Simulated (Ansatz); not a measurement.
# A series in volume scale on CdS

Results calculated with Ansatz 0.2.0, not measured. Free energy against uniform scaling of the volume at fixed shape and fractions; periodic cell, basis, potentials, k mesh and filling as listed.

The cell before it is scaled or strained (space group F-43m, No. 216):
```
CdS
1.0
      0.0000     2.9165     2.9165
      2.9165     0.0000     2.9165
      2.9165     2.9165     0.0000
Cd S
1 1
Direct
  0.00000 0.00000 0.00000
  0.25000 0.25000 0.25000
```

Settings of every row: functional PBE; dispersion none; potentials PAW; wave cutoff 517.02 eV; density cutoff 2068.1 eV; k mesh 6x6x6; k shift 0x0x0; occupations fixed; smearing width 0 eV; spin none.

| row | volume scale | V (Å³/atom) | pressure (GPa) | energy above lowest point (meV/atom) |
| --- | --- | --- | --- | --- |
| 1 | 0.94 | 23.319 | 7.54 | 57.2 |
| 2 | 0.96 | 23.815 | 5.81 | 36.5 |
| 3 | 0.98 | 24.312 | ? | ? |
| 4 | 1 | 24.808 | 2.86 | 10 |
| 5 | 1.02 | 25.304 | 1.6 | 3.2 |
| 6 | 1.04 | 25.8 | 0.47 | 0 |
| 7 | 1.06 | 26.296 | -0.54 | 0.1 |

Question: what pressure and energy above lowest point should row 3 give?

Worked fit of pressure. Take u = (V_r/V)^(2/3) − 1 with V_r = 25.056 Å³ an atom, which is twice the finite (Eulerian) strain; such expansions in the strain, on which the Birch-Murnaghan equation of state is built, carry the rest volume and the bulk modulus. The shown rows have u = 0.04906, 0.03445, 0.00665, -0.00654, -0.01932, -0.03169. Least squares give pressure = 2.211 + 95.33 × u + 269.5 × u² GPa; a straight line predicts inner rows, each left out in turn, worse (root mean square 0.17 against 0.0049 GPa). All shown rows lie on it to the printed digit. The pressure vanishes at u = -0.0250, or V = 26.02 Å³ an atom, and there the bulk modulus at fixed shape and fractions is B = −V dP/dV = (2/3)(1 + u) dP/du = 53.2 GPa. The withheld row has u = 0.0203, so the fit gives 2.211 + 95.33 × (0.0203) + 269.5 × (0.0203)² = 4.26 GPa.

The calculation gave 4.25 GPa. The fit lies 0.01 GPa (0.12 % of the column's range) above it, one unit of the last digit.

Worked fit of energy above lowest point. Take u = (V_r/V)^(2/3) − 1 with V_r = 25.056 Å³ an atom, which is twice the finite (Eulerian) strain; such expansions in the strain, on which the Birch-Murnaghan equation of state is built, carry the rest volume and the bulk modulus. The shown rows have u = 0.04906, 0.03445, 0.00665, -0.00654, -0.01932, -0.03169. Least squares give energy above lowest point = 6.11 + 515.7 × u + 10451 × u² + 5362 × u³ meV/atom; a parabola predicts inner rows, each left out in turn, worse (root mean square 0.11 against 0.018 meV/atom). All shown rows lie on it to the printed digit. Its lowest point lies at u = -0.0252, or V = 26.03 Å³ an atom, and the curvature there gives the bulk modulus at fixed shape and fractions, B = (4/9)(1 + u)² E″(u)/V = 52.2 GPa. The withheld row has u = 0.0203, so the fit gives 6.11 + 515.7 × (0.0203) + 10451 × (0.0203)² + 5362 × (0.0203)³ = 20.9 meV/atom.

The calculation gave 21 meV/atom. The fit lies 0.1 meV/atom (0.17 % of the column's range) below it, one unit of the last digit.
